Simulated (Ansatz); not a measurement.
ZrTi₂: energy above lowest point against volume scale

Free energy against uniform scaling of the volume at fixed shape and fractions; periodic cell, basis, potentials, k mesh and filling as listed. The results are calculated, by Ansatz 0.2.0.

The cell before it is scaled or strained (space group P6/mmm, No. 191):
```
ZrTi2
1.0
      4.7401     0.0000     0.0000
     -2.3701     4.1051     0.0000
      0.0000     0.0000     3.0134
Zr Ti
1 2
Direct
  0.00000 0.00000 0.00000
  0.66667 0.33333 0.50000
  0.33333 0.66667 0.50000
```

Settings of every row: functional r2SCAN; dispersion none; potentials PAW; wave cutoff 600 eV; density cutoff 2400 eV; k mesh 7x7x10; k shift 0x0x0; occupations cold; smearing width 0.05 eV; spin none; SCF threshold exponent -9.

Limits: coarse k mesh, up to 40 meV an atom off; the cell comes from a prototype or a list of computed structures and needn't be the stable phase.

| row | volume scale | V (Å³/atom) | energy above lowest point (meV/atom) |
| --- | --- | --- | --- |
| 1 | 0.9406 | 18.384 | 15.9 |
| 2 | 0.9703 | 18.965 | ? |
| 3 | 1 | 19.545 | 0 |
| 4 | 1.0297 | 20.126 | 9.6 |
| 5 | 1.0594 | 20.707 | 29 |

Question: what energy above lowest point should row 2 give?

Worked fit of energy above lowest point. Take u = (V_r/V)^(2/3) − 1 with V_r = 19.836 Å³ an atom, which is twice the finite (Eulerian) strain; such expansions in the strain, on which the Birch-Murnaghan equation of state is built, carry the rest volume and the bulk modulus. The shown rows have u = 0.05198, 0.0099, -0.00963, -0.02824. Least squares give energy above lowest point = 3.52 − 500.3 × u + 14208 × u² meV/atom; a straight line predicts inner rows, each left out in turn, worse (root mean square 14 against 0.11 meV/atom). The rows lie off it by 0.0, 0.0, -0.1, 0.0. Its lowest point lies at u = 0.0176, or V = 19.32 Å³ an atom, and the curvature there gives the bulk modulus at fixed shape and fractions, B = (4/9)(1 + u)² E″(u)/V = 108 GPa. Letting shape and atoms relax would as a rule lower it, by much in layered, chain or molecular crystals. The withheld row has u = 0.03039, so the fit gives 3.52 − 500.3 × (0.03039) + 14208 × (0.03039)² = 1.4 meV/atom.

The calculation gave 1.6 meV/atom. The fit lies 0.2 meV/atom (13 % of the value, 0.69 % of the column's range) below it; its largest miss of a shown row is 0.1 meV/atom.
